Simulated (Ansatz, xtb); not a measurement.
## Relative energy of two structures of FH4MgNOSi

Structure I is a singlet given by its coordinates and structure II is a singlet given by its coordinates. Both are isolated molecules in the gas phase, relaxed with PBE0-D3(BJ)/def2-SVP.

I (Å):

```xyz
9

F    -1.5439    0.7502    0.8688
Mg   -2.5725   -2.8103    0.1020
N    -1.8287   -1.0569   -1.1191
O    -1.3294   -1.9349    1.2851
Si   -0.9149   -0.6701    0.4003
H     0.5226   -0.4373    0.1294
H    -1.2561   -1.2821   -1.9340
H    -2.4730   -0.3231   -1.4184
H    -3.6505   -4.0670   -0.2805
```

Close contacts (Å): F1–Si5 1.62, Mg2–N3 2.26, Mg2–O4 1.93, Mg2–Si5 2.72, N3–Si5 1.81, O4–Si5 1.60, Mg2–H9 1.70, N3–H7 1.02, N3–H8 1.02, Si5–H6 1.48.

II (Å):

```xyz
9

F    -0.7658    0.8906   -0.9417
Mg   -3.0459   -1.9826    0.3455
N    -1.3890   -1.8769   -0.7538
O    -2.0098   -0.3096    1.0710
Si   -0.7415   -0.4960   -0.0924
H    -2.1552    0.5157    1.5421
H     0.5742   -0.4616    0.5921
H    -0.9321   -2.4425   -1.4571
H    -4.5360   -2.6256    0.8615
```

Close contacts (Å): F1–Si5 1.63, Mg2–N3 1.99, Mg2–O4 2.10, Mg2–Si5 2.78, N3–Si5 1.66, O4–Si5 1.73, Mg2–H9 1.70, N3–H8 1.01, O4–H6 0.96, Si5–H7 1.48.

Energies in hartree; the thermal terms are from PBE0-D3(BJ)/def2-SVP harmonic frequencies (ideal gas, rigid rotor, one conformer each, 298.15 K, 1 atm) and include the zero-point energy:

|  | I | II |
| --- | --- | --- |
| E, CCSD(T)/def2-SVP | −720.195513 | −720.176377 |
| E, MP2/def2-SVP | −720.151538 | −720.132021 |
| E, MP2/def2-TZVPP | −720.975930 | −720.956622 |
| zero-point energy | 0.049550 | 0.048309 |
| H(298 K) − E | 0.057295 | 0.056332 |
| G(298 K) − E | 0.018984 | 0.017689 |

Q: Correct the CCSD(T) difference for the basis set by the MP2 change, then work out ΔE, ΔE₀, ΔH and ΔG for I → II in kcal/mol (1 Eh = 627.51 kcal/mol) and the equilibrium ratio [II]/[I].

A: 1. Differences II − I: CCSD(T) +0.019136, MP2 in the small set +0.019517, MP2 in the large set +0.019308 Eh.
2. ΔE = +0.019136 + (+0.019308 − (+0.019517)) = +0.018927 Eh = +11.88 kcal/mol.
3. ΔE₀ = ΔE + ΔZPE = +0.018927 + (−0.001241) Eh = +11.10 kcal/mol.
4. ΔH = ΔE + (−0.000963) Eh = +11.27 kcal/mol.
5. ΔG = ΔE + (−0.001295) Eh = +11.06 kcal/mol, so ΔS = (ΔH − ΔG)/T = +2.9 J/(mol K).
6. kT = 0.9442 mEh, so K = [II]/[I] = exp(−ΔG/kT) = exp(−18.67) ≈ 7.8 × 10^−9.

Structure I is favoured at this temperature. An error of 1 kcal/mol in ΔG would change K by a factor of 5.4. Mirror images and further conformers aren't counted.

Other levels gave ΔE = +11.4 (PBE0-D3(BJ)/def2-SVP); +10.1 (HF/def2-SVP); +12.2 (MP2/def2-SVP); +12.0 (CCSD(T)/def2-SVP) kcal/mol. The correlated steps freeze 9 core orbitals; the last core shell of Mg is correlated, in a basis made for valence electrons. Programs: Ansatz 0.2.0.

The two structures are proton-transfer tautomers of one Mg–O–Si–N ring. I is a magnesium siloxide with a neutral amino group donating to the metal, while II is a magnesium silylamide with a coordinated silanol. The preference for I follows the acidity order: a silanol O–H gives up its proton more readily than a silylamine N–H, and the hard Mg centre binds the more electronegative oxygen anion strongly. The distances show the charge moving. From I to II, Mg–N shortens from 2.26 to 1.99 Å and Si–N from 1.81 to 1.66 Å, while Mg–O and Si–O lengthen as oxygen takes up the proton.

Because the ring persists, strain and entropy probably largely cancel, leaving the difference mainly electronic. Hartree–Fock already gives +10.1 kcal/mol, so correlation reinforces the preference rather than creating it. The equilibrium ratio says nothing about how fast the proton moves, and solvation or aggregation through magnesium could change the balance.
